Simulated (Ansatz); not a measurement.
# A series in volume per atom on Ag

All results are calculated (Ansatz 0.2.0). Periodic Kohn-Sham DFT of a crystal at fixed atoms; pressure and stress are positive in compression; the energy is the free energy less that of spherical unpolarised free atoms; site moments are those in the method's own spheres, positive along +z.

Cell of the first row (space group P6_3/mmc, No. 194):
```
Ag
1.0
      2.8702     0.0000     0.0000
     -1.4351     2.4857     0.0000
      0.0000     0.0000     4.6922
Ag
2
Direct
  0.33333 0.66667 0.25000
  0.66667 0.33333 0.75000
```

Settings of every row: method frozen-core PAW; functional LDA; relativity scalar; k mesh 14x14x8; filling fermi-dirac; smearing width 0.05 eV; wave cutoff 420 eV; paw set soft_2.

Atom start moment: 0 on all atoms.

Limits: PAW files made with PBE.

```csv
row,volume per atom (Å³),pressure (GPa)
1,16.738,-5.041
2,17.094,?
3,17.45,-9.017
4,17.628,-9.836
5,17.806,-10.594
6,17.984,-11.295
7,18.162,-11.942
8,18.518,-13.088
9,18.875,-14.058
```

Question: what pressure should row 2 give?

Worked fit of pressure. Take u = (V_r/V)^(2/3) − 1 with V_r = 17.895 Å³ an atom, which is twice the finite (Eulerian) strain; such expansions in the strain, on which the Birch-Murnaghan equation of state is built, carry the rest volume and the bulk modulus. The shown rows have u = 0.04557, 0.01693, 0.01007, 0.00333, -0.0033, -0.00982, -0.02256, -0.03492. Least squares give pressure = −10.9517 + 105.663 × u + 499.78 × u² + 610 × u³ GPa; a parabola predicts inner rows, each left out in turn, worse (root mean square 0.0091 against 0.00047 GPa). All shown rows lie on it to the printed digit. The withheld row has u = 0.031, so the fit gives −10.9517 + 105.663 × (0.031) + 499.78 × (0.031)² + 610 × (0.031)³ = -7.178 GPa.

The calculation gave -7.178 GPa. The fit meets it to the printed digit.
